**Sensitivity to α of the 1s → n = 2 excitations of He-like P13+**

The table holds excitation energies and derivatives q = dE/dx, x = (α/α₀)² − 1, for the six 1s 2s and 1s 2p levels, from the radial Dirac CI program, Dirac-Coulomb-Breit CI with exchange-only KLI orbitals, three configurations and no QED terms. The program tests the hydrogenic Dirac derivative, the spin-spin contact formula for a further output read as the Breit part, and a two-level model of 3P1–1P1 mixing anchored on 3P0 and 3P2, against the alternatives that q follows the energy or j alone. Proportionality to the energy misses by 5700 cm⁻¹ rms, and bare Dirac values are too high, the ratios being 0.70–0.80 before and 0.88–0.92 after the Breit part is removed. The mixing model gives the two 1s 2p rows with J = 1, 3P1 and 1P1, with residuals of +94 and −267 cm⁻¹. Removing both the mixing and the Breit part brings the ratio of the 3P steps from 5.46 to 1.95, near the Landé value 2. Simple screening with Z − 5/16 falls 5.4 % below the implied common 1s part.

Excitation energies of P13+ above 1s² 1S0 and their derivatives q with respect to x = (α/α₀)² − 1, computed with radial Dirac CI 1. The relativistic CI mixes 1s², 1s 2s and 1s 2p, with orbitals optimised for each configuration in exchange-only KLI potentials. It uses a finite nucleus (rms radius 3.189 fm) and the zero-frequency Breit term, without QED terms.

## Analysis program

```python
# Table: excitation energies E and q = dE/dx, x = (alpha/alpha0)^2 - 1, in cm^-1, for 1s2l levels of P13+;
# radial Dirac CI (Dirac-Coulomb-Breit, exchange-only KLI orbitals, no QED, no correlation).
# Tested: hydrogenic Dirac q, Breit contact formula, J=1 two-level mixing, Lande rule; rivals q~E, q by j only.
T = {
    'level_configuration': ['1s 2s', '1s 2p', '1s 2p', '1s 2s', '1s 2p', '1s 2p'],
    'level_term': ['3S', '3Po', '3Po', '1S', '3Po', '1Po'],
    'level_j': ['1', '0', '1', '0', '2', '1'],
    'level_excitation': [17130000.0, 17254000.0, 17256000.0, 17265000.0, 17266000.0, 17360000.0],  # cm⁻¹
    'level_q_alpha': [36144.1, 41226.1, 43114.5, 39460.2, 53429.4, 48840.3],  # cm⁻¹
}
import numpy as np
from scipy.constants import alpha, Rydberg
from scipy.optimize import brentq
H = 2*Rydberg/100
Z = 15
key = [str(t)[:2] + str(int(float(j))) for t, j in zip(T['level_term'], T['level_j'])]
E = dict(zip(key, map(float, T['level_excitation'])))
q = dict(zip(key, map(float, T['level_q_alpha'])))
# further output of the same calculation: finer energies, part read as Breit, mixing weight, jj weight
E7 = {'3S1': 1.712974e7, '3P0': 1.725366e7, '3P1': 1.725609e7, '1S0': 1.726464e7, '3P2': 1.726578e7, '1P1': 1.735973e7}
B = {'3S1': -9282.362, '3P0': -6074.232, '3P1': -8229.513, '1S0': -7532.888, '3P2': -9098.72, '1P1': -9470.9}
s2, wjj = 0.005463, 0.73434
def en(z, n, k, x):
    a2 = alpha**2*(1 + x)
    return H/a2*((1 + z*z*a2/(n - k + np.sqrt(k*k - z*z*a2))**2)**-0.5 - 1)
def dq(z, n, k):
    return (en(z, n, k, 1e-3) - en(z, n, k, -1e-3))/2e-3
print(f"(Z alpha)^2 = {(Z*alpha)**2:.4f}; Z^4 a^2 = {Z**4*alpha**2*H:.0f} cm-1; Z^3 a^2 = {Z**3*alpha**2*H:.0f} cm-1")
print("rounding: table E +-500, further-output E +-5, q +-0.05 cm-1")
print(f"spread max/min-1: E {100*(max(E.values())/min(E.values())-1):.2f} %, q {100*(max(q.values())/min(q.values())-1):.1f} %")
print("order by E:", sorted(key, key=E.get), "\norder by q:", sorted(key, key=q.get))
print(f"Dirac dE/dx, Z=15: 1s {dq(Z,1,1):.0f}, 2s=2p1/2 {dq(Z,2,1):.0f}, 2p3/2 {dq(Z,2,2):.0f} cm-1")
h1, h3 = dq(Z,2,1) - dq(Z,1,1), dq(Z,2,2) - dq(Z,1,1)
w = {'3S1': 0, '1S0': 0, '3P0': 0, '3P1': 1/3, '1P1': 2/3, '3P2': 1}
Ev, qv = np.array([E[k] for k in key]), np.array([q[k] for k in key])
c = Ev @ qv/(Ev @ Ev)
D = {k: q[k] - B[k] for k in key}
print(f"rival q = c E: c = {c:.5f}, rms residual {np.sqrt(np.mean((qv-c*Ev)**2)):.0f} cm-1")
print("level  q  q/E(%)  resid(q~E)  hydrogenic  q/hyd  Breit  q-Breit  (q-Breit)/hyd")
for k in key:
    h = h1 + w[k]*(h3 - h1)
    print(f"{k} {q[k]:.0f} {100*q[k]/E[k]:.3f} {q[k]-c*E[k]:+.0f} {h:.0f} {q[k]/h:.3f} {B[k]:.0f} {D[k]:.0f} {D[k]/h:.3f}")
b0, b1 = alpha**2*H*(Z - 5/16)**3/4, alpha**2*H*Z**3*4/81
print(f"contact Breit 1s2 (Z-5/16) {b0:.0f} vs output 3S1 {-B['3S1']:.0f} ({100*(-B['3S1']/b0-1):+.1f} %); bare Z {alpha**2*H*Z**3/4:.0f}")
print(f"contact Breit 1s2s 1S (bare Z) {b1:.0f} vs output 1S0-3S1 {B['1S0']-B['3S1']:.0f} ({100*((B['1S0']-B['3S1'])/b1-1):+.1f} %)")
for a, b in [('3P0','3S1'), ('1S0','3S1'), ('3P1','3P0'), ('3P2','3P1'), ('3P2','3P0'), ('1P1','3P1'), ('3P2','1P1')]:
    print(f"{a}-{b}: dq {q[a]-q[b]:.0f}, Breit {B[a]-B[b]:.0f}, rest {D[a]-D[b]:.0f}, dE {E7[a]-E7[b]:.0f} cm-1")
r20 = (q['3P2'] - q['3P0'])/(E7['3P2'] - E7['3P0'])
r10 = (q['3P1'] - q['3P0'])/(E7['3P1'] - E7['3P0'])
print(f"dq/dE: 3P2-3P0 {r20:.4f} (+-0.001), 3P1-3P0 {r10:.3f} (+-0.003)")
print(f"hydrogenic dq/dE for 2p3/2-2p1/2: {(h3-h1)/(en(Z,2,2,0)-en(Z,2,1,0)):.4f}")
gap = E7['1P1'] - E7['3P1']
rep, m = s2*gap, 2*s2*(1 - s2)*gap
print(f"J=1: gap {gap:.0f}, V {np.sqrt(s2*(1-s2))*gap:.0f}, repulsion in E {rep:.0f}, in q {m:.0f} cm-1; jj weight {wjj:.3f} vs LS 0.667")
print(f"dq-dE for 3P1-3P0: found {(q['3P1']-q['3P0'])-(E7['3P1']-E7['3P0']):.0f} +-10, two-level {rep-m:.0f} cm-1")
S = D['3P2'] - D['3P0']
for k, sg in (('3P1', -1), ('1P1', 1)):
    p0 = D['3P0'] + w[k]*S
    print(f"{k}: q-Breit {D[k]:.0f}; LS weights {p0:.0f} (resid {D[k]-p0:+.0f}); with mixing {p0+sg*m:.0f} (resid {D[k]-p0-sg*m:+.0f})")
L = lambda d, sh: (d['3P2'] - d['3P1'] - sh)/(d['3P1'] + sh - d['3P0'])
print(f"(2-1)/(1-0) ratio, Lande 2: raw q {L(q,0):.2f}, unmixed only {L(q,m):.2f}, minus Breit {L(D,0):.2f}, both {L(D,m):.2f}")
Zp = brentq(lambda z: dq(z,2,2) - dq(z,2,1) - S, 10, 16)
A = D['3P2'] - dq(Zp,2,2)
Zs = brentq(lambda z: A + dq(z,2,1) - D['3S1'], 10, 17)
A0 = dq(Z,1,1) - 2*dq(Z - 5/16,1,1)
print(f"Breit-free 3P2-3P0 {S:.0f} vs bare-Z {h3-h1:.0f} cm-1 (ratio {S/(h3-h1):.3f}); effective Z(2p) {Zp:.2f}")
print(f"implied common 1s part {A:.0f}; bare Z {-dq(Z,1,1):.0f}; Z-5/16 model {A0:.0f} ({100*(A0/A-1):+.1f} %)")
print(f"implied Z(2s, 3S1) {Zs:.2f} (trades against the common part)")
assert min(q.values()) > 0 and max(q, key=q.get) == '3P2' and max(E, key=E.get) == '1P1'
assert 1 < r20 < 1 + 3*(Z*alpha)**2 and r10 < 0.9
assert 1.8 < L(D, m) < 2.2 and L(q, 0) > 4
assert abs(-B['3S1']/b0 - 1) < 0.1
```

It prints:

```
(Z alpha)^2 = 0.0120; Z^4 a^2 = 591671 cm-1; Z^3 a^2 = 39445 cm-1
rounding: table E +-500, further-output E +-5, q +-0.05 cm-1
spread max/min-1: E 1.34 %, q 47.8 %
order by E: ['3S1', '3P0', '3P1', '1S0', '3P2', '1P1'] 
order by q: ['3S1', '1S0', '3P0', '3P1', '1P1', '3P2']
Dirac dE/dx, Z=15: 1s -74855, 2s=2p1/2 -23406, 2p3/2 -4636 cm-1
rival q = c E: c = 0.00253, rms residual 5700 cm-1
level  q  q/E(%)  resid(q~E)  hydrogenic  q/hyd  Breit  q-Breit  (q-Breit)/hyd
3S1 36144 0.211 -7256 51449 0.703 -9282 45426 0.883
3P0 41226 0.239 -2488 51449 0.801 -6074 47300 0.919
3P1 43114 0.250 -604 57705 0.747 -8230 51344 0.890
1S0 39460 0.229 -4281 51449 0.767 -7533 46993 0.913
3P2 53429 0.309 +9685 70219 0.761 -9099 62528 0.890
1P1 48840 0.281 +4858 63962 0.764 -9471 58311 0.912
contact Breit 1s2 (Z-5/16) 9258 vs output 3S1 9282 (+0.3 %); bare Z 9861
contact Breit 1s2s 1S (bare Z) 1948 vs output 1S0-3S1 1749 (-10.2 %)
3P0-3S1: dq 5082, Breit 3208, rest 1874, dE 123920 cm-1
1S0-3S1: dq 3316, Breit 1749, rest 1567, dE 134900 cm-1
3P1-3P0: dq 1888, Breit -2155, rest 4044, dE 2430 cm-1
3P2-3P1: dq 10315, Breit -869, rest 11184, dE 9690 cm-1
3P2-3P0: dq 12203, Breit -3024, rest 15228, dE 12120 cm-1
1P1-3P1: dq 5726, Breit -1241, rest 6967, dE 103640 cm-1
3P2-1P1: dq 4589, Breit 372, rest 4217, dE -93950 cm-1
dq/dE: 3P2-3P0 1.0069 (+-0.001), 3P1-3P0 0.777 (+-0.003)
hydrogenic dq/dE for 2p3/2-2p1/2: 1.0076
J=1: gap 103640, V 7639, repulsion in E 566, in q 1126 cm-1; jj weight 0.734 vs LS 0.667
dq-dE for 3P1-3P0: found -542 +-10, two-level -560 cm-1
3P1: q-Breit 51344; LS weights 52376 (resid -1032); with mixing 51250 (resid +94)
1P1: q-Breit 58311; LS weights 57452 (resid +859); with mixing 58578 (resid -267)
(2-1)/(1-0) ratio, Lande 2: raw q 5.46, unmixed only 3.05, minus Breit 2.77, both 1.95
Breit-free 3P2-3P0 15228 vs bare-Z 18770 cm-1 (ratio 0.811); effective Z(2p) 14.24
implied common 1s part 66294; bare Z 74855; Z-5/16 model 62695 (-5.4 %)
implied Z(2s, 3S1) 14.58 (trades against the common part)
```
